## Following a breaking C–N bond back to its normal length

Restricted Hartree–Fock (RHF) makes the two electrons of a bond share one orbital, a description that fails when the bond breaks. Does the error vanish if the C–N bond of CN[SiH₃] is followed back from the stretched side to its normal length and then into compression? The results at 1.470 and 1.350 Å are first predicted from those at longer distances.

Rigid stretch of the C–N bond in neutral CN[SiH₃] (spin multiplicity 1), starting from the GFN2-xTB geometry, computed with PySCF 2.14.0. RHF, broken-symmetry UHF and CASSCF (two electrons in two active orbitals) all use the 6-31G(d) basis. Spin squared is for the UHF solution, and the weak occupation is for a CASSCF natural orbital.

| bond length (Å) | CASSCF energy over its lowest point (eV) | RHF energy over CASSCF (eV) | UHF energy under RHF (eV) | spin squared | first weak orbital occupation |
| --- | --- | --- | --- | --- | --- |
| 1.350 | ? | ? | ? | ? | ? |
| 1.470 | ? | ? | ? | ? | ? |
| 1.620 | 0.253 | 0.606 | 0.000 | 0.000 | 0.030 |
| 1.760 | 0.786 | 0.749 | 0.000 | 0.000 | 0.048 |
| 1.980 | 1.756 | 1.021 | 0.002 | 0.046 | 0.093 |
| 2.280 | 2.876 | 1.519 | 0.760 | 0.719 | 0.208 |
| 2.650 | 3.626 | 2.397 | 2.287 | 0.964 | 0.471 |
| 3.230 | 3.788 | 3.996 | 4.150 | 1.010 | 0.836 |
| 4.120 | 3.769 | 5.442 | 5.619 | 1.015 | 0.965 |

The fragments keep their shapes while the bond changes length. CASSCF distributes two electrons over two active orbitals, and the first weak orbital occupation counts the electrons in the emptier one. It rises from 0.030 at 1.620 Å to 0.965 at 4.120 Å, so a nearly closed pair becomes two almost singly filled orbitals. This is how a C–N bond should behave when it splits into two radicals, and the active orbitals are therefore read as its bonding and antibonding partners. The orbitals themselves were not inspected, however. Far out, the unpaired electron on nitrogen may sit in a different orbital from the one that pointed at carbon.

### Why the error grows with length

Stretched H₂ in a minimal basis is the simplest case of the same kind. Its electron pair can occupy the bonding or the antibonding orbital, and the true ground state mixes the two configurations. As the bond lengthens, the orbitals approach each other in energy and the mixing grows. RHF keeps only the first configuration, and so retains ionic terms with both electrons on one fragment, even when the fragments are far apart.

Let K be the coupling between the configurations and t the size of the antibonding coefficient divided by the bonding one. If the energy of the bonding configuration is set to zero, the first line of the two-by-two eigenvalue problem gives a lowering of K·t. This is the RHF error in the model. The weak occupation is n = 2t²/(1 + t²), which can be turned round to t = √(n/(2 − n)).

The row at 1.620 Å fixes K. There t = √(0.030/1.970) = 0.123, and the RHF error of 0.606 eV gives K = 0.606/0.123 ≈ 4.9 eV. At 2.280 Å, a row not used for this value, t = √(0.208/1.792) = 0.341 and the estimate is 4.9 × 0.341 ≈ 1.7 eV. The computed error is 1.519 eV, so the estimate is about a tenth too high.

K is an effective quantity, because CASSCF also reshapes the orbitals that RHF uses. Over the known rows it stays between 4.3 and 5.6 eV, while the RHF error grows about ninefold. The growth therefore comes mainly from the mixing, not from a stronger coupling.

### Mixing is gradual, symmetry breaking is not

Unrestricted Hartree–Fock (UHF) offers another way out: the two spins may occupy different orbitals, one leaning towards carbon and the other towards nitrogen. This reduces the repulsion within the pair but costs bonding energy. It pays only once the bonding and antibonding orbitals are close enough, and the length at which this happens is the Coulson–Fischer point. CASSCF has no such threshold, since any coupling mixes in some of the second configuration.

The row at 1.980 Å shows the difference. RHF already lies 1.021 eV above CASSCF, yet UHF recovers only 0.002 eV of this. At 1.760 Å it recovers nothing, so the Coulson–Fischer point lies between these two lengths. Extending the rise of spin squared between 1.980 and 2.280 Å back to zero places it roughly at 1.96 Å. Agreement between UHF and RHF is thus no sign that a single determinant is accurate.

### Predictions for the two shorter bonds

None of the known rows has zero CASSCF energy, so the lowest point must be one of the two shorter lengths. The normal length of such a bond points to 1.470 Å. A Morse curve with its bottom placed there then gives the cost of compression to 1.350 Å. Fitted to the four rows from 1.620 to 2.280 Å it gives 0.27 eV, and fitted to all seven known rows 0.39 eV.

For small t the occupation varies as t² and the RHF error as t, so the occupation should change about twice as fast on a logarithmic scale. Exponentials fitted to the three rows from 1.620 to 1.980 Å give a ratio of 2.1. Both quantities should keep falling as the bond shortens, but neither should reach zero. The ranges below are judgements based on plausible extrapolations, not statistical intervals.

- **1.470 Å:** CASSCF energy 0.000 eV, as the lowest point; RHF error 0.42 to 0.54 eV; weak occupation 0.014 to 0.022; UHF gain and spin squared 0.000.
- **1.350 Å:** CASSCF energy 0.20 to 0.45 eV; RHF error 0.32 to 0.48 eV; weak occupation 0.008 to 0.017; UHF gain and spin squared 0.000.

One danger is that the two active orbitals might settle on another electron pair at short lengths, such as the nitrogen lone pair. A jump in the RHF error or in the occupation would hint at that.

### The computed values

The withheld rows as computed:

| bond length (Å) | CASSCF energy over its lowest point (eV) | RHF energy over CASSCF (eV) | UHF energy under RHF (eV) | spin squared | first weak orbital occupation |
| --- | --- | --- | --- | --- | --- |
| 1.350 | 0.332 | 0.381 | 0.000 | 0.000 | 0.011 |
| 1.470 | 0.000 | 0.474 | 0.000 | 0.000 | 0.018 |

The computed energies and occupations fall within their ranges, and UHF gains nothing over RHF at either length. There is no jump, which fits the view that the same pair stays active. The zero at 1.470 Å was built into the Morse curves and is no success of theirs.

The fits themselves miss in instructive ways. At 1.350 Å the computed compression energy is 0.332 eV; the Morse curve for the shorter bonds is about 0.06 eV too low and the one for all known rows about as much too high. A single Morse shape does not describe both the wall of the well and its plateau. The true minimum may also lie slightly beyond 1.470 Å, which would make compression dearer than the first curve says, but this has not been tested.

The exponentials give too much mixing at short lengths. At 1.350 Å the fitted RHF error is 8% above the computed 0.381 eV, and the fitted occupation also lies above the computed 0.011, though rounding blurs the size of so small a miss. In relative terms, the mixing grows faster per ångström in short bonds than in long ones. Part of this slowing belongs to the two-configuration picture itself, because t levels off towards 1 as the bond breaks.

### What the short bonds add

The RHF error does not vanish at the normal bond length. It is 0.474 eV at 1.470 Å, where the weak orbital holds only 0.018 electrons. Even a sound bond gains from letting its electrons avoid each other, and stretching enlarges an error that is already present.

Because this error grows with length, RHF also distorts the shape of the well. Compression from 1.470 to 1.350 Å costs 0.332 eV in CASSCF, but only 0.332 + 0.381 − 0.474 = 0.239 eV in RHF. Stretching to 1.620 Å costs 0.253 eV in CASSCF and 0.253 + 0.606 − 0.474 = 0.385 eV in RHF. Measured against CASSCF, RHF thus makes compression too cheap and stretching too dear, which favours a shorter bond.

At the other end, the analogy with H₂ reaches its limit. In minimal-basis H₂ the two orbitals are the whole problem, and UHF cannot fall below CASSCF. Here it does so by 0.15 eV at 3.230 Å and 0.18 eV at 4.120 Å, because UHF can also polarise the spins of electrons outside the active pair. Its lower energy does not make it the better singlet: spin squared is near 1, halfway between a singlet and a triplet.

Aminosilanes serve as precursors for silicon-containing films, and the curve describes one way in which such a molecule could break into radicals. At 4.120 Å CASSCF places the separated fragments 3.8 eV above the lowest point, whereas RHF places them at 9.2 eV on the same scale. The CASSCF energy falls by 0.019 eV between the last two rows; the cause is untested, and the fall is no proof of a barrier. The CASSCF figure is not a decomposition energy for a reactor, since the fragments are frozen and most dynamic correlation and the zero-point motion are left out. The fits and the derived energies are printed in full after this section.

The analysis program printed:

```
fit of casscf_above_lowest on 4 rows (bond_length < 2.4): coefficient of (1 - exp(-s*(bond_length - rzero)))**2 5.044 +/- 0.019, s 1.74; rms 0.00921, worst 1.62 0.0131, leave-one-out rms 0.0427
  rows outside the fit (model, value, miss): 1.35 0.2718, 0.332, -0.0602; 1.47 0, 0, 0; 2.65 3.832, 3.626, 0.206; 3.23 4.583, 3.788, 0.795; 4.12 4.944, 3.769, 1.17
fit of casscf_above_lowest on 7 rows: coefficient of (1 - exp(-s*(bond_length - rzero)))**2 3.936 +/- 0.078, s 2.279; rms 0.123, worst 2.65 -0.207, leave-one-out rms 0.182
  rows outside the fit (model, value, miss): 1.35 0.3894, 0.332, 0.0574; 1.47 0, 0, 0
fit of rhf_above_casscf on 3 rows (bond_length < 2.0): coefficient of exp(s*bond_length) 0.05934 +/- 0.00022, s 1.438; rms 0.00302, worst 1.76 -0.00404, leave-one-out rms 0.0149
  rows outside the fit (model, value, miss): 1.35 0.4132, 0.381, 0.0322; 1.47 0.491, 0.474, 0.017; 2.28 1.573, 1.519, 0.0541; 2.65 2.678, 2.397, 0.281; 3.23 6.164, 3.996, 2.17; 4.12 22.16, 5.442, 16.7
fit of first_weak_orbital_occupation on 3 rows (bond_length < 2.0): coefficient of exp(s*bond_length) 0.0002079 +/- 1.9e-06, s 3.083; rms 0.00059, worst 1.76 -0.000734, leave-one-out rms 0.00444
  rows outside the fit (model, value, miss): 1.35 0.01335, 0.011, 0.00235; 1.47 0.01933, 0.018, 0.00133; 2.28 0.2349, 0.208, 0.0269; 2.65 0.7351, 0.471, 0.264; 3.23 4.395, 0.836, 3.56; 4.12 68.35, 0.965, 67.4
Growth rate of weak occupation over that of RHF gap (theory about 2): 2.145
Effective coupling K in eV, all rows in order: 1.35 5.123, 1.47 4.974, 1.62 4.911, 1.76 4.776, 1.98 4.623, 2.28 4.459, 2.65 4.319, 3.23 4.715, 4.12 5.636
UHF energy minus CASSCF energy in eV, all rows in order: 1.35 0.381, 1.47 0.474, 1.62 0.606, 1.76 0.749, 1.98 1.019, 2.28 0.759, 2.65 0.11, 3.23 -0.154, 4.12 -0.177
RHF energy over lowest CASSCF point in eV, all rows in order: 1.35 0.713, 1.47 0.474, 1.62 0.859, 1.76 1.535, 1.98 2.777, 2.28 4.395, 2.65 6.023, 3.23 7.784, 4.12 9.211
Rough Coulson-Fischer length in angstrom: 1.959
CASSCF fall between the last two rows in eV: 0.019
```
